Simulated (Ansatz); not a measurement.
**Equilibrium of C2H10AlN ⇌ CH6AlN + CH4 at process temperatures**

Species: C2H10AlN `C[NH+](C)[AlH3-]`, singlet; CH6AlN `C[NH][AlH2]`, singlet; CH4 (methane) `C`, singlet. This is a balance of energies; it says nothing on the path, which may need atoms to shift.

The electronic reaction energy at CCSD(T)/CBS estimate is -31.5 kJ/mol. Shapes: PBE0-D4/def2-TZVP. Programs: Ansatz 0.2.0. Enthalpy and entropy come from rigid-rotor, harmonic-oscillator sums on unscaled PBE0-D4/def2-TZVP wavenumbers, ideal gases at 1 bar. Symmetry numbers: C2H10AlN 1, CH6AlN 1, CH4 12. R = 8.3145 J/(mol K).

| T (K) | ΔH (kJ/mol) | ΔS (J/(mol K)) |
| --- | --- | --- |
| 500 | -36.8 | +142.4 |
| 700 | ? | ? |
| 900 | -42.2 | +134.9 |

Q: Work out ln K at 500 and 900 K, and from these estimate it at 700 K.

A: 
1. 500 K: ΔG = -36.8 − 500 × (+142.4)/1000 = -108.0 kJ/mol; ln K = −ΔG/RT = +25.98.
2. 900 K: ΔG = -42.2 − 900 × (+134.9)/1000 = -163.6 kJ/mol; ln K = −ΔG/RT = +21.86.
3. Slope against 1000/T: (+21.86 − (+25.98))/(1.1111 − 2.0000) = +4.64, that is −ΔH/R with ΔH near -39 kJ/mol.
4. 700 K: ln K = +25.98 + (+4.64) × (1.4286 − 2.0000) = +23.33.

The full sums give ΔH = -39.1 kJ/mol, ΔS = +138.7 J/(mol K), ΔG = -136.2 kJ/mol and ln K = +23.40 at 700 K, so the line is off by -0.07 in ln K; without rounding the miss is -0.07, from the change of ΔH with temperature. The products are favoured over this whole range. The number of molecules rises, which sets the sign of ΔS, and lower pressure favours the products. An error of 10 kJ/mol in the energy moves ln K by 1.7 at 700 K. Soft modes are treated as harmonic, which can err either way at these temperatures; the lowest are those of C2H10AlN (116 cm⁻¹), CH6AlN (179 cm⁻¹). The CBS estimate extrapolates MP2 from def2-TZVPP and def2-QZVPP and adds CCSD(T) − MP2 in the triple-zeta set, cores frozen.

Methane loss is favoured by both enthalpy and entropy, with entropy supplying the larger share of the driving force throughout. Because the reaction is exothermic, ln K falls from +25.98 to +21.86 on heating even as ΔG grows more negative. On balance, a C–N and an Al–H bond give way to a strong C–H bond, while the dative N→Al link becomes a polar covalent amide bond, probably helped a little by nitrogen lone-pair donation into the empty aluminium p orbital. Aluminium loses a ligand in the process, which likely keeps the exothermicity modest. The slow drift of ΔH fits the conversion of vibrations of the adduct into translations and rotations of two fragments, which store less heat once those vibrations are well excited. The margin is far too wide for a plausible energy error to reverse the direction. It doesn't make methane the expected product, however: amine–alanes with an N–H bond typically lose H2, pairing protic and hydridic hydrogen, and that competing channel is absent from this balance.
